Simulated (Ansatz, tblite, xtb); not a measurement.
# How methods differ on Si2H5O2 (SMILES O[Si](O)[SiH3])

Si2H5O2: 9 atoms, total charge 0, spin state doublet. SMILES: `O[Si](O)[SiH3]`. The coordinates come from a PBE0-D4/def2-TZVP relaxation. This is one conformer, not always the lowest.

```tsv
atom	x (Å)	y (Å)	z (Å)
O	-1.1221	1.6224	-0.2674
Si	0.0241	0.5322	-0.7658
O	1.4732	1.2738	-0.5258
Si	0.0643	-1.4565	0.5121
H	-2.0203	1.4743	-0.5691
H	1.5062	2.2223	-0.6710
H	-1.2686	-2.1033	0.3626
H	1.0956	-2.3650	-0.0549
H	0.3361	-1.2465	1.9622
```

Each level gives the dipole moment (D). The values are calculated.

| level | kind | program | value (D) | CPU time |
| --- | --- | --- | --- | --- |
| GFN2-xTB | semi-empirical | xtb | 1.78 | under 2 s |
| GFN0-xTB | semi-empirical | xtb | 2.22 | under 2 s |
| GFN1-xTB | semi-empirical | xtb | 3.10 | under 2 s |
| IPEA1-xTB | semi-empirical | tblite | 1.91 | under 2 s |
| UHF/STO-3G | Hartree–Fock | Ansatz | 2.19 | 0.43 s |
| UHF/3-21G | Hartree–Fock | Ansatz | 2.65 | 0.71 s |
| UHF/def2-SVP | Hartree–Fock | Ansatz | 2.11 | 2 s |
| USVWN5/3-21G | LDA | Ansatz | 2.37 | 1.5 s |
| UB3LYP/6-31G* (spherical functions) | global hybrid | Ansatz | 1.97 | 5.4 s |
| UPBE0/def2-SVP | global hybrid | Ansatz | 1.97 | 5.9 s |

The values span 1.78 to 3.10 D. Sets without polarisation functions give poor dipoles. CPU times are rough (shared hosts, several kinds of processor): they show what a rung costs within a factor of a few.

The two hybrids agree at 1.97 D, with Hartree–Fock in def2-SVP slightly higher at 2.11 D. The molecular dipole is the vector sum of strongly polar Si–O and O–H bonds and the oxygen lone pairs, so modest changes in charge distribution shift it. Hartree–Fock tends to make such bonds too ionic; correlation returns some density from oxygen to silicon, consistent with the lower PBE0 value in the same basis. The drop from 2.65 D with UHF/3-21G to 2.11 D with UHF/def2-SVP probably reflects d functions that let density around oxygen and silicon polarise back into the bonding region. The closeness of UHF/STO-3G, at 2.19 D, to the larger-basis result therefore suggests error cancellation rather than a sound description.

Among the semi-empirical methods, GFN2-xTB and IPEA1-xTB lie near the hybrids, while GFN1-xTB stands far above them at 3.10 D, probably through exaggerated charge separation. The hybrids' agreement doesn't establish a converged dipole, since neither basis contains diffuse functions for the outer lone-pair and radical density.
